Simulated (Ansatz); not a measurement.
# GdN: the change of energy less free atoms and pressure with volume scale

All results are calculated (Ansatz 0.2.0). Periodic Kohn-Sham DFT of a crystal at fixed atoms, scaled to volume_scale times the given cell; pressure positive in compression, energy less spherical unpolarised free atoms, largest_vzz the field gradient of largest size among the nuclei.

The cell before it is scaled or strained (space group Fm-3m, No. 225):
```
cell vectors (Å)
   0.0000     2.4995     2.4995
   2.4995     0.0000     2.4995
   2.4995     2.4995     0.0000
atoms (fractions of the cell vectors)
Gd  0.00000  0.00000  0.00000
N   0.50000  0.50000  0.50000
```

Settings of every row: method all-electron LAPW; functional PBE; relativity scalar; k mesh 11x11x11; filling fermi-dirac; smearing width 0.05 eV; basis error target 1 meV/atom; nucleus gaussian.

Atom:
```
element  start moment (bohr magneton)
     Gd                             7
      N                             0
```

Limits: no spin-orbit coupling on heavy atoms; open f shell, the state may not be the lowest; with one magnetic atom in the cell only parallel moments are possible.

```
row  volume scale  V (Å³/atom)  energy less free atoms (eV/atom)  pressure (GPa)
  1          0.95       14.835                          -12.7999           6.783
  2         0.975       15.225                          -12.8111           2.477
  3             1       15.616                          -12.8124          -1.303
  4         1.025       16.006                          -12.8051          -4.616
  5          1.05       16.396                                 ?               ?
```

Cell moment is 7 bohr magneton in every row.

Question: what energy less free atoms and pressure should row 5 give?

Worked fit of energy less free atoms. Take u = (V_r/V)^(2/3) − 1 with V_r = 15.421 Å³ an atom, which is twice the finite (Eulerian) strain; such expansions in the strain, on which the Birch-Murnaghan equation of state is built, carry the rest volume and the bulk modulus. The shown rows have u = 0.02616, 0.00856, -0.00834, -0.02452. Least squares give energy less free atoms = −12.81291 + 0.0759 × u + 16.096 × u² eV/atom; a straight line predicts inner rows, each left out in turn, worse (root mean square 0.0066 against 4.8e-05 eV/atom). All shown rows lie on it to the printed digit. The withheld row has u = -0.04005, so the fit gives −12.81291 + 0.0759 × (-0.04005) + 16.096 × (-0.04005)² = -12.7901 eV/atom.

The calculation gave -12.7902 eV/atom. The fit lies 0.0001 eV/atom (0.45 % of the column's range) above it, one unit of the last digit. This row lies beyond the range of the fit.

Worked fit of pressure. Take u = (V_r/V)^(2/3) − 1 with V_r = 15.421 Å³ an atom, which is twice the finite (Eulerian) strain; such expansions in the strain, on which the Birch-Murnaghan equation of state is built, carry the rest volume and the bulk modulus. The shown rows have u = 0.02616, 0.00856, -0.00834, -0.02452. Least squares give pressure = 0.5201 + 223.91 × u + 590.95 × u² GPa; a straight line predicts inner rows, each left out in turn, worse (root mean square 0.24 against 0.007 GPa). The rows lie off it by 0.001, -0.003, 0.003, -0.001. The withheld row has u = -0.04005, so the fit gives 0.5201 + 223.91 × (-0.04005) + 590.95 × (-0.04005)² = -7.500 GPa.

The calculation gave -7.522 GPa. The fit lies 0.022 GPa (0.15 % of the column's range) above it; its largest miss of a shown row is 0.003 GPa. This row lies beyond the range of the fit.
